Two shortcuts for the dielectric response of a strained oxide fail for La₂O₃. If each ion keeps a fixed polarisability, the electronic dielectric constant should fall by almost 2 over this range of volumes; the r2SCAN calculation gives a fall of only about 0.25. If the band gap is taken to set the response, the constant should rise when the crystal expands beyond its equilibrium volume, whereas the computed one goes on falling. The first shortcut ignores that each cell responds more strongly when it gets more room, and the second reads a property of all the electrons from two band edges.

Ansatz 0.2.0, r2SCAN with PAW and plane waves (cutoff 500 eV, 6×6×4 k mesh, fixed occupations), for trigonal La₂O₃ without spin polarisation or spin–orbit coupling. All cell edges are scaled equally and the ions relaxed at each volume. The dielectric constants are the linear response to a uniform electric field with the ions held fixed.

```tsv
volume (Å³/atom)	c/a	shortest distance (Å)	electronic dielectric xx	electronic dielectric yy	electronic dielectric zz
14.537	1.5568	2.283	4.642	4.642	4.552
14.996	1.5568	2.304	4.598	4.598	4.494
15.465	1.5568	2.324	4.554	4.554	4.445
15.943	1.5568	2.345	4.518	4.518	4.405
16.431	1.5568	2.366	4.486	4.486	4.371
16.929	1.5568	2.387	4.457	4.457	4.346
17.437	1.5568	2.409	4.429	4.429	4.328
17.955	1.5568	2.431	4.403	4.403	4.317
18.483	1.5568	2.453	4.381	4.381	4.313
```

### A weak trend left by two strong ones

The electronic dielectric constant measures how far the electrons shift in a uniform electric field while the nuclei stay in place. Expansion acts on it in two ways. It puts fewer electrons into each unit of volume, which lowers the constant, and it changes how readily the electrons of each cell respond. In La₂O₃ the second effect cancels most of the first.

The table shows this without any model of the ions. The quantity $(\varepsilon-1)V$, with $\varepsilon$ the dielectric constant averaged over the three directions and $V$ the volume, measures the dipole that the field induces in one cell. From the smallest to the largest volume it grows by the factor $(18.483\times3.358)/(14.537\times3.612)\approx1.18$. Each cell therefore responds about 18 % more strongly, while the volume grows by 27 %.

### The first failure: fixed polarisability

A simple picture treats the crystal as a set of small polarisable objects, each of which feels the applied field and the field of its polarised neighbours. It leads to the Clausius–Mossotti relation,

$$\frac{\varepsilon-1}{\varepsilon+2}=\frac{4\pi\alpha}{3V},$$

where $\alpha$ is the polarisability of one La₂O₃ unit and $V$ is now the volume of that unit. If $\alpha$ is constant, the left side scales as $1/V$, and one known volume fixes all the others. The row at 16.431 Å³/atom, which has the lowest energy, serves as the starting point.

The largest volume, which plays no part in fixing $\alpha$, shows what this implies. At the starting point the left side is $3.448/6.448=0.535$. Multiplied by the volume ratio $16.431/18.483=0.889$ it becomes 0.475, and solving for the constant gives

$$\varepsilon=\frac{1+2\times0.475}{1-0.475}\approx3.7.$$

The calculation gives 4.36. At the smallest volume the error has the opposite sign: the estimate is 5.58 and the computed value 4.61.

This change of sign identifies the fault. A wrong overall scale would put the estimate off in the same direction on both sides, whereas here the curve turns about the starting point because its slope is far too steep. A second sign appears when the relation is inverted row by row. The supposedly constant $\alpha$ then climbs at every step, from 9.5 to 11.7 Å³.

The treatment of the neighbours' field might be blamed instead, since Clausius–Mossotti is meant for separate ions on cubic sites, and this crystal is trigonal with ions that touch. Leaving that field out altogether, so that $\varepsilon-1$ simply scales as $1/V$, is a fair control. The constant then falls by 0.83 over the series, still more than three times the computed 0.25. Both versions fail in the same sense, as is expected for any field of the neighbours that reinforces the applied one, so the main fault lies in what they share, a polarisability that doesn't change.

### Why the electrons soften

The physics of ionic crystals offers a likely reason, which these data don't test directly. A doubly charged oxide ion isn't stable on its own; its outer electrons are held by the electrostatic potential of the surrounding cations and squeezed by the closed shells of its neighbours. When the lattice expands, both the attraction and the squeeze weaken. The electron cloud spreads, and the same field displaces it further.

The table establishes that the response per cell grows, but it doesn't divide that growth between oxygen and lanthanum. Assigning most of it to oxygen rests on the general argument that the electrons of the La³⁺ ion are bound more tightly. The size of the growth also depends on the formula used to extract it: 23 % with the neighbours' field included, 18 % without. The softening itself appears either way.

The simplest repair lets the polarisability grow as a power of the volume, $\alpha\propto V^{p}$. For a small change of volume, Clausius–Mossotti then gives

$$\frac{d\varepsilon}{d\ln V}=-(1-p)\,\frac{(\varepsilon-1)(\varepsilon+2)}{3}.$$

With $p=0$ the full effect of dilution remains, and with $p=1$ the constant wouldn't change at all. The direction of the trend thus depends on whether the polarisability grows more slowly or faster than the volume. That is the question to ask of any related crystal before guessing how its constant responds to expansion.

A fit to all nine rows gives $p\approx0.86$, so only about a seventh of the dilution effect survives. It reproduces the computed averages to within 0.02, as the output after this text shows. It misses their curvature, though. The computed average falls by 0.049 between the first two rows and by 0.016 between the last two, whereas by the formula above a single exponent gives nearly even steps. The effective exponent therefore rises towards 1 as the cell expands. Since every row entered the fit, this is a compact description and not an independent test. The exponent belongs to this particular formula and would be smaller without the neighbours' field.

### The second failure: the band gap as a guide

The other shortcut starts from a sound idea: electrons respond more when less energy is needed to excite them. In a simple one-oscillator picture $\varepsilon-1$ scales as $1/(VE^2)$, where $E$ is an average excitation energy. The tempting step is to put the band gap in place of $E$.

A comparison of the two ends alone would seem to justify it. The gap rule predicts a fall of 0.29 from the smallest to the largest volume, close to the computed 0.25. Yet with the rule matched at the equilibrium volume, it lies more than 0.2 too high at both ends, and these errors largely cancel in the difference. The rows in between expose the fault: from equilibrium to the largest volume the rule rises by 0.12, while the computed constant falls by 0.09.

The reason is that the gap and the dielectric constant ask different questions of the same bands. The gap is the distance between the highest filled and the lowest empty state, wherever in the band structure these lie. The dielectric constant collects transitions from all filled bands, and a uniform field connects only states of the same wavevector. In the expanded crystals the two band edges sit at different wavevectors, so the pair of states that defines the gap doesn't contribute to the response at all.

Nor is it always the same pair. Both band edges change wavevector around 15.465 Å³/atom, where the gap peaks. At the smallest volume the gap is almost back at its equilibrium value, so the rule there is nearly plain dilution and too high for the same reason.

The same calculations show how much the indirect gap matters on expansion. Between equilibrium and 17.955 Å³/atom the gap shrinks from 4.23 to 4.00 eV, but the smallest gap at a single wavevector hardly moves, from 4.35 to 4.32 eV. Only in the last row does it drop further, to 4.24 eV, as it passes to another wavevector. Using this direct gap instead wouldn't rescue the rule. Up to 17.955 Å³/atom it changes so little that the prediction stays close to plain dilution, which is too steep, and even with the drop in the last row the predicted constant falls much too far. In the one-oscillator picture, with a fixed number of responding electrons, what has to fall steadily is an average over many transitions, and neither gap supplies that.

The gaps deserve some caution, because in every row except the equilibrium one the empty bands were only loosely converged and the program doesn't vouch for its reference bands. The size of that error isn't known. The rise predicted by the gap rule rests on the steady narrowing of the gap over the four expanded rows, which has to outweigh dilution. At the largest volume it does so by only about 0.07 eV, and by less in the rows closer to equilibrium, so an error of that size in the change of the gap would remove the rise.

### What remains outside the simple picture

Clausius–Mossotti in the form used here gives one constant for all directions, so it can't describe the difference between them. Up to the equilibrium volume the constant along the c axis (zz) falls by 0.18 and the in-plane one (xx) by 0.16; beyond it, the falls are 0.06 and 0.11. The response along c therefore levels off more strongly on expansion. Its steps shrink almost evenly from row to row, which points to a minimum just beyond the largest volume. The last two steps are smaller than the error of 0.015 stated for the calculation, though, so the table doesn't establish one. The cause of this directional difference isn't settled by these data.

The electronic constant sets the refractive index at frequencies too high for the ions to follow and well below the gap. For that use, the figure to keep near equilibrium is a loss of about 0.03 in the averaged constant for each per cent by which all edges lengthen. It is about 0.05 at the compressed end and below 0.02 at the expanded end, where the constant along c hardly changes. Fixed polarisability would suggest about 0.2 near equilibrium and so a strain sensitivity that the calculation doesn't support. This holds for equal strain along all edges, whereas a film clamped to a substrate changes its shape. Nor does it carry over to the capacitance of a La₂O₃ gate oxide, which also depends on the displacement of the ions. That part is excluded here and is expected to be the larger one.

These comparisons test the shortcuts against the calculation, not the calculation against nature. Semilocal functionals usually make gaps too small and often make electronic dielectric constants too large. Without a measured value or a higher level of theory in the table, the size of such an error in La₂O₃ remains open.

Printed output of the fit:

```
fit of log(pol) on 9 rows: constant 2.352 +/- 0.00058, coefficient of log(vol/v0) 0.86 +/- 0.0075; rms 0.00155, worst 14.537 -0.0025, leave-one-out rms 0.00221
Mean dielectric constant and three shortcuts anchored at 16.431:
     row  computed  fixed_polarisability  dilution_only  gap_rule  gap_eV  polarisability_A3_per_La2O3
  14.537     4.612                 5.583          4.897     4.862   4.245                        9.479
  14.996     4.563                 5.244          4.778     4.649     4.3                        9.718
  15.465     4.518                 4.946          4.663     4.486   4.332                        9.963
  15.943      4.48                 4.683          4.553     4.438   4.296                        10.22
  16.431     4.448                 4.448          4.448     4.448   4.226                        10.49
  16.929      4.42                 4.237          4.346     4.463   4.154                        10.76
  17.437     4.395                 4.047          4.249     4.489   4.078                        11.05
  17.955     4.374                 3.875          4.155     4.523   3.999                        11.35
  18.483     4.358                 3.718          4.065     4.568   3.917                        11.65
Change of computed mean constant, smallest to largest volume: -0.2537
Same change, fixed polarisability: -1.865
Same change, dilution only: -0.832
Same change, gap rule: -0.2945
Fixed polarisability less computed, at 14.537: 0.9711
Fixed polarisability less computed, at 18.483: -0.6402
Gap rule less computed, at 14.537: 0.2501
Gap rule less computed, at 18.483: 0.2092
Computed change from 16.431 to 18.483: -0.08933
Gap rule change from 16.431 to 18.483: 0.1199
Volume increase over the series, percent: 27.14
Increase of inverted polarisability over the series, percent: 22.93
Mean change of computed constant per 1 percent of edge length: -0.03171
Change of xx from 14.537 to 16.431: -0.156
Change of xx from 16.431 to 18.483: -0.105
Change of zz from 14.537 to 16.431: -0.181
Change of zz from 16.431 to 18.483: -0.058
Largest miss in the constant with polarisability as a power of volume: 0.01983
```
